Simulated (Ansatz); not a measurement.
**Ligand exchange: C2H5FMg + C2H8OSi2 → C2H6MgO + C2H7FSi2**

Species: C2H5FMg `C[CH2][Mg][F]`, singlet; C2H8OSi2 `C=C[SiH2][SiH2]O`, singlet; C2H6MgO `C[CH2][Mg][OH]`, singlet; C2H7FSi2 `C=C[SiH2][SiH2]F`, singlet. The partners trade F for OH: Mg–F and Si–OH bonds give way to Mg–OH and Si–F.

Shapes, held fixed at every level: PBE0-D4/def2-TZVP. Flexible molecules stand in one conformer, not always the lowest. Programs: Ansatz 0.2.0. The zero-point and thermal change to 298 K, harmonic and unscaled (PBE0-D4/def2-TZVP), is -1.4 kJ/mol.

```csv
level,kind,ΔH(298 K) (kJ/mol),less CCSD(T)/def2-TZVPP
r2SCAN-D4/def2-TZVPP,meta-GGA,+18.1,+1.7
B3LYP-D4/def2-TZVPP,global hybrid,+18.8,+2.4
BHLYP-D4/def2-TZVPP,global hybrid,+16.1,-0.3
r2SCAN0-D4/def2-TZVPP,global hybrid,+17.4,+1.0
MP2/def2-SVP,perturbation theory,+23.2,+6.8
MP2/def2-TZVPP,perturbation theory,+16.7,+0.3
CCSD/def2-SVP,coupled cluster or CI,+21.7,+5.3
CCSD(T)/def2-TZVPP,coupled cluster or CI,+16.4,0.0
```

The highest level, CCSD(T)/def2-TZVPP, gives ΔH(298 K) = +16.4 kJ/mol; the levels span +16.1 to +23.2. The column of differences is taken from that level and isn't an error. No measured value is set beside it here. Outer-core shells of Mg are correlated in most correlated rows, in sets that cover them unevenly.

The exchange is endothermic at every level, so fluoride stays on magnesium and hydroxide on silicon. This is a relative preference: replacing OH by F gains more at magnesium than at silicon, and says nothing about which individual bond is strongest. Both metal–ligand bonds are strongly polar, but the one to magnesium is the more ionic, which suits the compact, weakly polarisable fluoride. Silicon can also accept lone-pair density into its σ* orbitals, and oxygen is a better donor than fluorine, which probably helps to hold the hydroxyl group there.

The basis set matters more than the treatment of correlation. MP2 falls from +23.2 to +16.7 kJ/mol on going to the larger set, where it nearly matches CCSD(T). The small set probably describes the electron-rich F and O centres unevenly in their more ionic and more covalent settings. The preference applies to isolated molecules with two-coordinate magnesium; donor solvents or aggregation through bridging fluoride or hydroxide could shift it considerably.
